# Training, test and leave-one-out error of a three-parameter hybrid: choosing the estimator

## Setting and conventions

The three-parameter hybrid form of Becke (1993) is

$$E_{xc}=E_{xc}^{\rm LSDA}+a_0\,(E_x^{\rm HF}-E_x^{\rm LSDA})+a_x\,\Delta E_x^{\rm GGA}+a_c\,\Delta E_c^{\rm GGA}.$$

On fixed orbitals every atomisation energy is linear in $a=(a_0,a_x,a_c)$, so $p=3$. For $N$ molecules, row $x_i$ of the $N\times p$ design matrix $X$ holds the three correction terms, and $y_i$ is the reference energy minus the LSDA result. The references are experimental or exact energies. With a finite level of theory as reference, "difference" replaces "error" throughout. Write $y=\mu+\varepsilon$ with independent zero-mean $\varepsilon_i$ and covariance $\Sigma={\rm diag}(s_i^2)$. The fit minimises $|y-Xa|^2+\lambda|a|^2$ at fixed $\lambda\ge0$, which gives $\hat y=Hy$, $H=X(X^TX+\lambda 1)^{-1}X^T$ and residuals $r=y-\hat y$. Fresh data $y'=\mu+\varepsilon'$ share $X$ and $\Sigma$ and have independent noise. Energies are in kcal/mol. Work $W$ counts multiplications, divisions and square roots as one operation each and omits the final scalar factor of an average. Orbital relaxation makes a self-consistent fit nonlinear in $a$, and there the formulas below hold only to first order in the change of $a$.

## Results

**Training and test error.** With $\beta^2=|(1-H)\mu|^2/N$,

$$\Big\langle\frac{|r|^2}{N}\Big\rangle=\beta^2+\frac{{\rm tr}[(1-H)^2\Sigma]}{N},\qquad T=\Big\langle\frac{|y'-\hat y|^2}{N}\Big\rangle=\beta^2+\frac{{\rm tr}\,\Sigma+{\rm tr}(H^2\Sigma)}{N}.\tag{1}$$

The gap is $2\,{\rm tr}(H\Sigma)/N$. For equal noise and $\lambda=0$ the two errors are $\beta^2+s^2(1-p/N)$ and $\beta^2+s^2(1+p/N)$. For equal noise and $\lambda>0$ they are $\beta^2+s^2[1-(2\,{\rm tr}H-{\rm tr}H^2)/N]$ and $\beta^2+s^2[1+{\rm tr}H^2/N]$, so ${\rm tr}H$ replaces $p$ in the gap $2s^2\,{\rm tr}H/N$ only.

**Leave-one-out (LOO) residual.** For any fixed $\lambda$ and $H_{ii}<1$, the residual of molecule $i$ under the fit to the other $N-1$ is exactly

$$e_i=\frac{r_i}{1-H_{ii}}.\tag{2}$$

**Estimators of $T$** (for $\lambda=0$, $\beta=0$). Three are compared: the LOO score $N^{-1}\sum_i e_i^2$, the final prediction error of Akaike, ${\rm FPE}=(|r|^2/N)(N+p)/(N-p)$, and $K$-fold cross-validation. With $g=p(p+3)/2$ and $S=p(p+1)(p+8)/6$, that is $g=9$ and $S=22$ for $p=3$:

| estimator | work $W$ | $W$ at $p=3$ | memory beyond the data | bias |
|---|---|---|---|---|
| training error, FPE | $N(g+p+1)+S$ | $13N+22$ | $g$ | $O(N^{-1})$ |
| $K$-fold, downdated | $N(g+p+1)+(K+1)S$ | $13N+22(K+1)$ | $(K+1)g$ | $O(N^{-1}K^{-1})$ |
| LOO by (2) | $N(2g+p+2)+S$ | $23N+22$ | $g+p$ | $O(N^{-2})$ |
| LOO by $N$ refits | $gN^2+(N+1)S+N(p+1)$ | $9N^2+26N+22$ | $g$ | same as (2) |

The data occupy $N(p+1)$ numbers. The statistical scatter of every estimator falls only as $N^{-1/2}$.

**Solvable model.** The molecules form three families of sizes $n_c$ in the ratio $3:2:1$, so $N=6m$. All members of a family share one row of $X$, the three rows are linearly independent, $\beta=0$, and the noise is Gaussian. The noise stands for the molecule-specific part of the error, so fresh data are new molecules from the same families in the same proportions. The families may be pictured as hydrides (SiH$_4$, CH$_4$, NH$_3$), fluorides (SiF$_4$, CF$_4$) and multiply bonded molecules (N$_2$, CO$_2$). The assumed scatters are $s_c=2,3,5$ kcal/mol, chosen so that $\sqrt T$ lands near 3 kcal/mol, the typical rms scale of such hybrids for small-molecule atomisation energies. All numbers below belong to the model. The exact answer is

$$T=\frac1N\sum_c (n_c+1)s_c^2=\frac{55m+38}{6m}.\tag{3}$$

At $N=60$, $T=9.80$ (kcal/mol)$^2$ and $\sqrt T=3.13$ kcal/mol, while the root of the mean training error is $2.92$ kcal/mol. With bias $B$, variance $V$ and rms deviation $D=\sqrt{B^2+V}$ of each estimator about $T$, at $N=60$:

| estimator | $W$ | $W/W_{\rm fit}$ | memory | $B/T$ (%) | $D/T$ (%) |
|---|---|---|---|---|---|
| training error | 802 | 1 | 9 | $-12.93$ | 24.7 |
| FPE | 802 | 1 | 9 | $-3.76$ | 23.5 |
| 2-fold | 846 | 1.05 | 27 | 6.46 | 33.3 |
| 5-fold | 912 | 1.14 | 54 | 1.62 | 26.2 |
| 10-fold | 1022 | 1.27 | 99 | 0.72 | 25.3 |
| LOO by (2) | 1402 | 1.75 | 12 | 0.58 | 25.2 |
| LOO, downdated | 2122 | 2.65 | 549 | 0.58 | 25.2 |
| LOO by refits | 33982 | 42.4 | 9 | 0.58 | 25.2 |

Growth of the data set, each entry giving $B/T$ and $D/T$ in per cent:

| $N$ | FPE | 5-fold | LOO |
|---|---|---|---|
| 30 | $-7.45$, 33.3 | 3.04, 39.5 | 2.41, 39.2 |
| 60 | $-3.76$, 23.5 | 1.62, 26.2 | 0.58, 25.2 |
| 120 | $-1.89$, 16.6 | 0.83, 17.7 | 0.14, 17.2 |
| 240 | $-0.95$, 11.8 | 0.42, 12.1 | 0.035, 11.9 |

**Which measure applies.** $D$ governs a single quoted error. $B$ governs a comparison of nested functionals on the same data, where the $N^{-1/2}$ scatter cancels and terms of order $1/N$ decide.

**Cheapest choice for a stated accuracy.** At $N=60$, $|B|/T\le5\%$ is met by FPE, $2\%$ by 5-fold, $1\%$ by 10-fold and $0.6\%$ by LOO through (2). Among the tabulated sizes FPE reaches $1\%$ only at $N=240$, four times the data. A target on $D$ is bought with molecules: $D/T\le20\%$ needs $N=84$ with FPE, 90 with the training error and 96 with LOO, and $D/T\le10\%$ needs 336 with FPE and 342 with LOO.

**Best choice inside a budget.** At $N=60$ the smallest $|B|$ comes from FPE within $1.1\,W_{\rm fit}$, from 10-fold within $1.3\,W_{\rm fit}$ and from (2) within $2\,W_{\rm fit}$. A larger budget buys nothing among these estimators, since the other two LOO routes return the same number. FPE has the smallest $D$ inside all three budgets. With a budget of 120 molecules the best $D/T$ is 16.6 % (FPE) and the best $B/T$ is 0.14 % (LOO). One dense matrix product in an assumed basis of 50 functions takes $125\,000$ multiplications, 89 times the whole LOO analysis at $N=60$. Once the electronic-structure work is counted, the budget therefore fixes $N$, and FPE and (2) can both be afforded.

## Proofs

### Training and test error

The residual is $r=(1-H)\mu+(1-H)\varepsilon$. The cross term averages to zero and $H$ is symmetric, so $\langle|r|^2\rangle=N\beta^2+{\rm tr}[(1-H)^2\Sigma]$. For fresh data $y'-\hat y=(1-H)\mu+\varepsilon'-H\varepsilon$, and independence of $\varepsilon'$ and $\varepsilon$ gives $N\beta^2+{\rm tr}\Sigma+{\rm tr}(H^2\Sigma)$. Subtraction leaves $2\,{\rm tr}(H\Sigma)$. At $\lambda=0$, $H$ projects on the column space of $X$, so $H^2=H$ and ${\rm tr}H=p$. At $\lambda>0$ its nonzero eigenvalues are $d_k^2/(d_k^2+\lambda)$, with $d_k$ the singular values of $X$, so ${\rm tr}H^2<{\rm tr}H<p$. If all $d_k^2=\lambda$, then ${\rm tr}H=p/2$ and ${\rm tr}H^2=p/4$, and the noise parts are $s^2(1-3p/4N)$ and $s^2(1+p/4N)$, which differ from $s^2(1\mp p/2N)$. The penalty also makes $\beta$ nonzero even when $\mu$ lies in the column space.

### Leave-one-out formula

Let $a^{(i)}$ minimise the objective without molecule $i$ and set $\tilde y_i=x_i\cdot a^{(i)}$. Adding the term $(\tilde y_i-x_i\cdot a)^2$ leaves the minimiser unchanged, because this term is non-negative and vanishes at $a^{(i)}$. The full fit to $y$ with $y_i$ replaced by $\tilde y_i$ therefore predicts $\tilde y_i$. By linearity $\tilde y_i=\hat y_i+H_{ii}(\tilde y_i-y_i)$, hence $e_i=y_i-\tilde y_i=r_i+H_{ii}e_i$, which is (2).

### Work and memory

The symmetric matrix $G=X^TX$ costs $p(p+1)/2$ per row and $X^Ty$ costs $p$, together $g$. Column $j$ of the Cholesky factor $L$ costs $j-1$ products and a root for the diagonal and $j$ operations for each of the $p-j$ entries below it, in total $\sum_j j(p-j+1)=p(p+1)(p+2)/6$. Two triangular solves add $p(p+1)$, which gives $S$. A residual and its square cost $p+1$. For (2), $H_{ii}=|L^{-1}x_i|^2$ costs $p(p+1)/2+p$ and the division one more, so the extra work is $(g+1)N$. The $N^2$ entries of $H$ are never stored.

For $K$ folds, $G$ and $X^Ty$ are accumulated per fold, and each training system follows by subtracting one block from the total, with no multiplication. Only the $K$ extra solves are new, at the price of storing $K$ blocks. Setting $K=N$ gives the downdated LOO, $35N+22$. Refitting from scratch rebuilds $G$ from $N-1$ rows $N$ times, and the final fit adds $N$ rows, which gives $gN^2$. Downdated $K$-fold is cheaper than (2) while $KS<(g+1)N$, that is $K<0.45N$ at $p=3$ and $K<3N/p$ at large $p$. Counting additions as well, a fold costs 41 and a leverage 16 extra operations, and the bound becomes $0.39N$, which leaves the ranking in the table unchanged.

### Bias in a general design

Define $\bar s^2={\rm tr}\Sigma/N$ and the leverage-weighted mean $\tilde s^2={\rm tr}(H\Sigma)/p$. For $\lambda=0$ and $\beta=0$, (1) gives $\bar s^2\mp p\tilde s^2/N$. The training error has $B=-2p\tilde s^2/N$, and multiplication by $(N+p)/(N-p)$ gives

$$B_{\rm FPE}=\frac{2p\,(\bar s^2-\tilde s^2)}{N-p}.\tag{4}$$

FPE is unbiased for equal noise and too low when high-leverage molecules are the noisy ones. For LOO, (2) gives $e_i=\varepsilon_i-\sum_{j\ne i}H_{ij}\varepsilon_j/(1-H_{ii})$, so $\langle e_i^2\rangle=s_i^2+\sum_{j\neq i}H_{ij}^2s_j^2/(1-H_{ii})^2$, while the contribution of point $i$ to $NT$ is $s_i^2+\sum_jH_{ij}^2s_j^2$. Since $\sum_jH_{ij}^2=H_{ii}$, the two differ at order $H_{ii}^2$, which is $O(N^{-2})$ when all leverages fall as $1/N$. For equal noise the difference is $s^2H_{ii}^2/(1-H_{ii})>0$.

### Exact solution of the model

Write $X=ZU$, with $Z$ the $N\times3$ family indicator and $U$ the invertible matrix of the three rows. The column space is that of $Z$, so the fit returns family means and $H_{ij}=1/n_c$ inside family $c$, zero otherwise. Then ${\rm tr}(H\Sigma)=\sum_cs_c^2=38$ and ${\rm tr}\Sigma=55m$, which gives (3). Also $\bar s^2=9.17$ and $\tilde s^2=12.67$ in (kcal/mol)$^2$.

A variable $\chi^2_\nu$ has mean $\nu$ and variance $2\nu$. The residual sum of family $c$ is $s_c^2\chi^2_{n_c-1}$, so $N^2V_{\rm train}=2\sum_c(n_c-1)s_c^4=2(835m-722)$, and $V_{\rm FPE}$ is larger by $[(N+p)/(N-p)]^2$. LOO multiplies each family sum by $[n_c/(n_c-1)]^2$, and $n^2/(n-1)-(n+1)=1/(n-1)$ gives

$$NB_{\rm LOO}=\sum_c\frac{s_c^2}{n_c-1},\qquad N^2V_{\rm LOO}=2\sum_c\frac{n_c^4\,s_c^4}{(n_c-1)^3}.\tag{5}$$

For $K$ folds, let $K$ divide every $n_c$ and let each fold take $n_c/K$ members of each family, which allows $K=2,5,10$ at $N=60$. With fold mean $\bar y_k$ and family mean $\bar y$, the mean of the other folds is $(K\bar y-\bar y_k)/(K-1)$, so a held-out residual is $(y_i-\bar y_k)+\frac{K}{K-1}(\bar y_k-\bar y)$. The cross terms cancel within each fold. The within-fold sum is $s_c^2\chi^2_{n_c-K}$ and the between-fold sum is an independent $s_c^2\chi^2_{K-1}$ with weight $K^2/(K-1)^2$. The family mean is $s_c^2[n_c-K+K^2/(K-1)]=s_c^2[n_c+1+1/(K-1)]$, hence

$$NB_K=\frac{\sum_cs_c^2}{K-1},\qquad N^2V_K=2\sum_cs_c^4\Big[n_c-K+\frac{K^4}{(K-1)^3}\Big].\tag{6}$$

Equations (3) to (6) fill both tables. At large $N$ and fixed $K$ every variance tends to $2\cdot835m/N^2$, so $D/T\to1.82/\sqrt N$ for all estimators. The smallest $N=6m$ meeting a target on $D$ follows by stepping $m$ in the exact expressions. LOO has a larger $D$ than FPE in this model because it puts the largest factor on the smallest and noisiest family.

### Why bias decides comparisons

Add one useless term to the functional, with equal noise. The new projector $H'$ exceeds $H$ by a rank-one projector, so the residual sum drops by $y^T(H'-H)y=s^2\chi^2_1$. The training error falls by $s^2/N$ on average with standard deviation $\sqrt2\,s^2/N$, while $T$ rises by $s^2/N$. Signal, scatter and any $O(1/N)$ change of bias are then of one order, and the uncorrected training error always prefers the larger functional.

### Expected against realised error

$T$ averages over training sets. The functional actually fitted has test error $\bar s^2+|H\varepsilon|^2/N$, with $|H\varepsilon|^2=\sum_cs_c^2\chi^2_1$ in the model. Its standard deviation $\sqrt{2\sum_cs_c^4}/N$ is $0.63$ (kcal/mol)$^2$ at $N=60$, or $6.5\%$ of $T$, larger than the biases of FPE, 5-fold, 10-fold and LOO. It is independent of the residuals, since family means and deviations from them are independent for Gaussian noise, and it raises the deviation of FPE from 23.5 % to 24.4 % when the realised error is the target. A relative deviation of 23.5 % in $T$ is about half as large in $\sqrt T$, so sixty molecules fix the model's rms test error of 3.1 kcal/mol to about $\pm0.4$ kcal/mol.